How strongly does a molecule oppose an applied magnetic field, and how much of the calculated answer comes from the chosen level of theory? For this small molecule, an ethoxy group on a germanium atom that also carries an AsH₂ group, the mean response is fairly insensitive to that choice. The anisotropy, the much smaller difference between directions, changes more in relative terms. The useful choice therefore depends on which of the two a purpose needs.

Isotropic magnetisability and molar susceptibility of CH₃CH₂OGeH₂AsH₂ (neutral singlet, one gas-phase conformer), calculated with PySCF 2.14.0 using non-relativistic Kohn–Sham DFT, GIAOs and density fitting. Each level is given as functional/basis set, and all use the same PBE0-D3(BJ)/def2-SVP geometry.

| level | magnetisability (1e-30 J/T^2) | susceptibility (1e-6 cm^3/mol) |
| --- | --- | --- |
| LDA/pcSseg-1 | -1511.5 | -91.02 |
| mPW1PW91/pcSseg-1 | -1506.3 | -90.71 |
| CAM-B3LYP/pcSseg-1 | -1506.0 | -90.70 |
| KT1/pcSseg-1 | -1497.2 | -90.17 |
| X3LYP/pcSseg-1 | -1493.8 | -89.96 |
| OPBE/pcSseg-1 | -1488.7 | -89.65 |
| B3LYP/ANO-RCC-VDZP | -1485.0 | -89.43 |
| B3LYP/6-311G(d,p) | -1484.0 | -89.37 |
| KT2/pcSseg-1 | -1480.5 | -89.16 |
| B3LYP/cc-pVDZ | -1478.8 | -89.06 |
| B3LYP/def2-SVP | -1478.7 | -89.05 |
| BLYP/pcSseg-1 | -1474.2 | -88.78 |

The magnetisability measures the magnetic moment induced by a field. A negative value means that the molecule is diamagnetic, and a more negative one means a stronger opposition to the field. The susceptibility is the same result per mole in other units, so its agreement adds no second test. Magnetisabilities and anisotropies below are in units of 10⁻³⁰ J/T².

**Why the level matters**

Two large contributions oppose each other. The diamagnetic part grows with the mean-square distance of the electrons from the chosen origin, so it follows the extent of the electron density. The paramagnetic part arises because the field mixes empty orbitals into occupied ones, and it has the opposite sign. With the origin at the centre of mass, X3LYP gives about −1236 and +1146 × 10⁻⁶ cm³/mol, which leave only about −90. The sizes of the two parts depend on that origin, whereas their sum is the physical result. About 1135 of each part only reflects how far the nuclei lie from the origin. That share is the same at every level, because the geometry is fixed, and it cancels. The level can alter only what remains, here about −101 and +11.

A functional can act on either part. From BLYP to X3LYP the paramagnetic part falls by 1.4 × 10⁻⁶ cm³/mol, while the diamagnetic part weakens by only 0.2. The total becomes more negative mainly because the field mixes the orbitals less. Exact exchange is a likely reason: it widens the gap between occupied and empty orbitals, though its own response to the induced current offsets some of the effect. The gap alone is no guide, however. LDA has a slightly narrower gap than BLYP, yet its paramagnetic part is 3.5 × 10⁻⁶ cm³/mol smaller.

From KT1 to KT2 the balance is different. Neither functional contains exact exchange, and the main change is a diamagnetic part weaker by 1.4 × 10⁻⁶ cm³/mol. The electrons lie slightly closer to the centre, so the molecule opposes the field less. Exact exchange is thus one influence among several, and the share of it in a functional doesn't fix the result.

The basis set also controls how far the density can spread. On going from cc-pVDZ to 6-311G(d,p) with B3LYP, the diamagnetic part strengthens by 1.0 × 10⁻⁶ cm³/mol, but the paramagnetic part grows by 0.7. Most of the change cancels in the total. A small shift in the mean can therefore hide a larger change in the electronic description.

**How large the steps are**

The eight functionals in pcSseg-1 span 37 units, about 2.5% of their mean. The functionals without exact exchange already cover that whole range, with LDA at one end and BLYP at the other. The three ordinary B3LYP bases, leaving ANO-RCC-VDZP aside, differ by only 5 units. That narrow spread looks reassuring, but it compares small bases with one another.

An estimate for B3LYP in pcSseg-1 suggests a basis effect that is smaller than the full spread of the functionals, but not negligible beside it. BLYP contains no exact exchange, B3LYP 20% and X3LYP 21.8%, and the three functionals are otherwise closely related. A straight line between the two computed pcSseg-1 values gives

−1474.2 + (0.20/0.218) × (−19.6) ≈ −1492.

This is 8 units more negative than B3LYP in 6-311G(d,p) and 13 more negative than in def2-SVP. The choice of basis may therefore matter more than the spread of the three ordinary bases suggests. Since pcSseg-1 is itself a small basis, the step doesn't show which value lies nearer the limit of a complete basis.

The line passes through its BLYP and X3LYP ends by construction, so they don't test it. Taking the X3LYP value itself for B3LYP would change the estimate by less than 2 units, which leaves the conclusion intact. The line fails as a general rule for functionals: it assigns one value to zero exact exchange, where the computed values span the full 37 units. The output after this text gives the steps and the changes in both parts.

**Why the anisotropy needs more care**

The anisotropy measures how much the response differs between directions in the molecule. Across the functionals it varies by 17% of its mean, and across the three ordinary B3LYP bases by 8%. Its absolute spread is about 20 units across the functionals, less than that of the mean magnetisability, and about 9 units across the three bases, somewhat more than that of the mean. Because the anisotropy itself is more than ten times smaller than the mean, changes of similar size become a much larger percentage.

Agreement in the mean can also mislead. LDA lies within about 5 units of mPW1PW91, yet their anisotropies are 118 and 128. The cheaper functional reproduces the average of the more expensive one without matching its anisotropy.

B3LYP/ANO-RCC-VDZP gives the clearest warning. Its mean is within 1 unit of the 6-311G(d,p) result, but its anisotropy is 142 against 113. This basis was contracted for relativistic calculations and is used here in a non-relativistic one. The total energy, about 29 hartree above that in 6-311G(d,p), shows how poorly the contracted functions fit here. These runs don't settle whether that misfit or the different valence functions cause the odd anisotropy. The row should not serve as a step towards basis convergence.

**What to use**

For a rough mean susceptibility, where an uncertainty of several per cent is acceptable, the choice among these levels hardly matters for this molecule. A functional without exact exchange is then the cheaper start. The result still describes one gas-phase conformer without vibration, so it is not a finished value for a liquid.

For an accuracy of 1%, or about 15 units, a single calculation of this kind is not enough. The step from BLYP to X3LYP alone exceeds that margin, and the estimated basis step uses up much of it. The sensible next move is a larger basis with diffuse functions, followed by a comparison of functionals in that same basis and a check against a more accurate method. Agreement among the present levels would not establish accuracy, because they share errors. All treat germanium and arsenic non-relativistically, and apart from exact exchange the functionals ignore the current that the field induces.

Cost follows from the form of the equations. Without exact exchange, these functionals need no iterative solution for the magnetic response; hybrids do, and they also need the exchange integrals. Enlarging the basis is costly for both: under conventional third- to fourth-power scaling, twice as many basis functions mean roughly 8 to 16 times the work.

When molecules are compared, functional and basis should stay the same throughout. The silicon–phosphorus relative would reduce the relativistic concern, but not the need to check the basis. A molecule with low-lying empty orbitals that the field can readily mix in calls for more care with the functional, because its paramagnetic part responds more strongly to orbital energies.

Output of the analysis:

```
Parts of the susceptibility (1e-6 cm^3/mol), anisotropy (1e-30 J/T^2), gap (eV):
                 row  diamagnetic  paramagnetic  anisotropy    gap
        LDA/pcSseg-1        -1235          1144       118.3  5.144
   mPW1PW91/pcSseg-1        -1235          1145       127.5  7.625
  CAM-B3LYP/pcSseg-1        -1236          1145       126.2  9.847
        KT1/pcSseg-1        -1236          1146       115.5  5.236
      X3LYP/pcSseg-1        -1236          1146       119.1  7.291
       OPBE/pcSseg-1        -1234          1145       117.8  5.463
  B3LYP/ANO-RCC-VDZP        -1236          1147       141.9  6.858
   B3LYP/6-311G(d,p)        -1236          1146         113  6.991
        KT2/pcSseg-1        -1235          1146       118.4  5.326
       B3LYP/cc-pVDZ        -1235          1146       104.1  7.114
      B3LYP/def2-SVP        -1235          1146       110.8  7.226
       BLYP/pcSseg-1        -1236          1148       107.6  5.287
Spread of the eight functionals in pcSseg-1 (1e-30 J/T^2): 37.3
The same spread in per cent of their mean: 2.495
Spread of the non-hybrid functionals alone (1e-30 J/T^2): 37.3
X3LYP less BLYP (1e-30 J/T^2): -19.6
CAM-B3LYP less X3LYP (1e-30 J/T^2): -12.2
KT2 less KT1 (1e-30 J/T^2): 16.7
LDA less mPW1PW91 (1e-30 J/T^2): -5.2
Spread of B3LYP over three ordinary bases (1e-30 J/T^2): 5.3
ANO-RCC-VDZP less 6-311G(d,p), B3LYP (1e-30 J/T^2): -1
Interpolated estimate for B3LYP in pcSseg-1 (1e-30 J/T^2): -1492
Estimate less B3LYP in 6-311G(d,p) (1e-30 J/T^2): -8.182
Estimate less B3LYP in def2-SVP (1e-30 J/T^2): -13.48
Interpolated anisotropy for B3LYP in pcSseg-1 (1e-30 J/T^2): 118.2
BLYP to X3LYP, change of diamagnetic part (1e-6 cm^3/mol): 0.239
BLYP to X3LYP, change of paramagnetic part (1e-6 cm^3/mol): -1.419
LDA to BLYP, change of diamagnetic part (1e-6 cm^3/mol): -1.261
LDA to BLYP, change of paramagnetic part (1e-6 cm^3/mol): 3.501
KT1 to KT2, change of diamagnetic part (1e-6 cm^3/mol): 1.407
KT1 to KT2, change of paramagnetic part (1e-6 cm^3/mol): -0.397
cc-pVDZ to 6-311G(d,p), change of diamagnetic part (1e-6 cm^3/mol): -1.006
cc-pVDZ to 6-311G(d,p), change of paramagnetic part (1e-6 cm^3/mol): 0.6957
Anisotropy, spread of the functionals in per cent of their mean: 16.76
Anisotropy, spread of three ordinary B3LYP bases in per cent of their mean: 8.18
```
